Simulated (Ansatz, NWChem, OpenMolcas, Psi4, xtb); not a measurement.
## Computed against measured: dipole moment

6 molecules with two or more fluorines; the dipole moment in D, computed less measured. Shapes, held fixed at every level: PBE0-D4/def2-TZVP. No vibrational averaging. Dipoles are compared by magnitude; molecules under 1 D, whose direction can flip, are left out. Programs: Ansatz 0.2.0, NWChem 7.3.0, OpenMolcas 26.06, Psi4 1.11, xtb 6.7.1. A level may come from different programs for different species; with the same settings they agree closely. Measured values: NIST CCCBDB.

Levels: A = GFN0-xTB; B = PBE-D4/def2-TZVPP; C = B3LYP/6-31G* (spherical functions); D = PBE0/def2-SVP.

| molecule | measured | A | B | C | D |
| --- | --- | --- | --- | --- | --- |
| SF2 (sulfur difluoride) | 1.05 | +0.09 | -0.15 | +0.09 | +0.27 |
| PF3 (phosphorus trifluoride) | 1.03 | +0.39 | -0.19 | -0.06 | +0.07 |
| CH2F2 (difluoromethane) | 1.97 | +0.37 | -0.25 | -0.28 | -0.11 |
| SO2F2 (sulfuryl fluoride) | 1.12 | -0.20 | -0.01 | +0.06 | -0.08 |
| C2H3F3 (1,1,1-trifluoroethane) | 2.32 | +0.22 | -0.18 | -0.31 | -0.11 |
| C2H4F2 (SMILES CC(F)F) | 2.27 | +0.40 | -0.22 | -0.33 | -0.13 |

(1) Sum up the errors.

Answers

(1) 
| level | kind | mean error | mean absolute error | worst case |
| --- | --- | --- | --- | --- |
| GFN0-xTB | semi-empirical | +0.212 | 0.278 | C2H4F2 |
| PBE-D4/def2-TZVPP | GGA | -0.167 | 0.167 | CH2F2 |
| B3LYP/6-31G* (spherical functions) | global hybrid | -0.138 | 0.188 | C2H4F2 |
| PBE0/def2-SVP | global hybrid | -0.015 | 0.128 | SF2 |

On this set PBE0/def2-SVP has the smallest mean absolute error and GFN0-xTB the largest. GFN0-xTB is too high in 5 of 6; PBE-D4/def2-TZVPP is too low in 6 of 6; B3LYP/6-31G* (spherical functions) is too low in 4 of 6. The levels differ in basis as well as in method. The set is small.

The near-zero mean error of PBE0/def2-SVP, -0.015 D, owes much to cancellation: SF2 and PF3 come out too polar, the other four molecules not polar enough. Both hybrid levels underestimate all three fluorocarbons more than any of the sulfur and phosphorus fluorides. PBE follows this only in part, since its error for PF3 slightly exceeds that for trifluoroethane.

Fluorine draws density from its partner, but the molecular dipole also depends on lone pairs and on how the bond contributions add. In SF2 and PF3 the central atom's lone pair and its polarisation matter, whereas in SO2F2 the S-O and S-F contributions partly oppose each other. The small hybrid basis sets probably describe the outer fluorine density and the polarisation of sulfur and phosphorus unevenly, which would shift the two groups differently. A good total dipole, above all in SO2F2, is therefore no proof that the individual bond polarities are right.
